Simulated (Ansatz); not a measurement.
# Cu: energy along a strain

Cu, I4/mmm, a = 2.886 Å, c = 2.752 Å (as given, not relaxed at this level: -1.4 GPa). This isn't the element's structure at ambient conditions. Ansatz: PBEsol, PAW, 420 eV, Γ-centred 24×24×24 mesh on 1 atom, Gaussian smearing 0.15 eV; no spin polarisation. Cell vectors (Å): -1.443 1.443 1.376; 1.443 -1.443 1.376; 1.443 1.443 -1.376. The cell is strained by x per cent times the pattern (0 0 0 0 0 1) in the order xx yy zz yz xz xy (engineering shears), with fractional coordinates held. y is the free energy over the start, V0 = 11.458 Å³/atom. Symmetry makes y even in x. Points with a strain past 8.5 % were computed too (2) and aren't used here.

| x (%) | y (meV/atom) |
| --- | --- |
| -5.00 | 10.18 |
| 0.00 | 0.00 |
| 1.25 | 0.63 |
| 2.50 | 2.52 |
| 3.75 | 5.70 |
| 6.25 | ? |
| 7.50 | 23.15 |

Problem. Fit y = c2 x² + c4 x⁴ to the other rows, get the stiffness along the pattern, and predict the missing energy.

Solution. Least squares on the rows shown. y = 0.40341 x² + 0.00014499 x⁴. The clamped-ion stiffness p·C·p = 2 × 4.034 eV × 160.2 / 11.458 Å³ = 113 GPa, which is C66 in these axes (second derivative at the start, which stands under stress). At x = 6.25 the fit asked for gives 15.98 meV/atom. The run gave 15.99 meV/atom, so the fit is 0.01 meV/atom too low, a small miss on the scale of the series.

The energy rises almost quadratically over the sampled range, with a small positive quartic term, so the lattice resists this basal-plane shear and stiffens slightly as it grows. The stiffness of 113 GPa probably comes mainly from the short contacts along the body diagonals of this slightly compressed bcc-like cell. The shear lengthens half of them and shortens the other half to first order, and the closed-shell repulsion between filled 3d shells penalises the shortening more than the stretching relieves it. With one atom per primitive cell, each on an inversion centre, homogeneous strain leaves no internal displacement to relax, so the clamped-ion value is also the relaxed-ion one.

The positive curvature doesn't make this structure a metastable phase of copper. The orthorhombic distortion that stretches one basal axis and shrinks the other leaves the body-diagonal contacts unchanged to first order and leads towards fcc; that is where a bcc-like copper lattice would be expected to give way, and this strain path doesn't probe it.
